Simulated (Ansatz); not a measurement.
# BH5S (SMILES [BH3-][SH2+]): where methods fail along a bond

BH5S: 7 atoms, total charge 0, spin state singlet. SMILES: `[BH3-][SH2+]`. The shape is that of a PBE0-D4/def2-TZVP optimisation.

```xyz
7

B    -0.5256   -0.4615   -0.5043
S     0.5686    0.9776    0.2909
H    -1.6232    0.0364   -0.4315
H    -0.3444   -1.4476    0.1597
H    -0.0754   -0.4821   -1.6245
H     0.2860    0.9038    1.6049
H     1.7754    0.4055    0.4589
```

The B1–H4 distance is scanned; the parts on either side stay rigid. Basis STO-3G, 6 core orbitals frozen in the correlated methods; program Ansatz 0.2.0. FCI is exact within this basis and core. Energies in eV from each method's value at 1.203 Å; methods without a U are spin-restricted. The shape above is that at 1.203 Å.

```tsv
distance (Å)	HF	wB97X	HSE06	MP2	CCSD(T)	CCSDT	CCSDT(Q)	FCI
1.203	0.00	0.00	0.00	0.00	0.00	0.00	0.00	0.00
1.503	1.32	1.11	1.10	1.12	0.99	0.99	0.99	0.99
1.804	3.39	2.89	2.84	2.91	2.58	2.57	2.57	2.57
2.405	7.31	6.23	5.95	6.00	4.94	4.95	4.95	4.95
3.006	9.90	8.47	7.85	7.38	5.60	5.72	5.74	5.73
```

Departure from the FCI curve at its largest: HF +4.17 eV at 3.01 Å; wB97X +2.74 eV at 3.01 Å; HSE06 +2.12 eV at 3.01 Å; MP2 +1.66 eV at 3.01 Å; CCSD(T) -0.12 eV at 3.01 Å; CCSDT within 0.005 eV; CCSDT(Q) +0.02 eV at 3.01 Å. Restricted functionals keep the electrons paired too, and rise too high. Restricted Hartree–Fock keeps the electrons paired, so it rises far too high as the bond breaks.

Up to 1.804 Å a single reference with connected triples is enough for this B–H bond; the real test comes further out, where the σ and σ* orbitals approach degeneracy and the doubly excited σ*² configuration becomes comparable in weight to the reference. CCSD(T) then drops below FCI, because its perturbative triples correction is built on shrinking orbital-energy gaps and overshoots. Treating the triples iteratively removes nearly all of this error. MP2 lies closer to FCI than either functional only at 3.006 Å, which probably reflects the same shrinking denominators lowering its energy rather than a sound description of the separating radicals.

The FCI rise of 5.73 eV already exceeds a typical B–H bond energy, and the curve is still climbing. The minimal basis is the likely main cause, with the unrelaxed borane fragment adding to it. The comparison therefore supports a ranking of how the methods treat correlation in this stretched bond, but not a bond strength for the adduct.
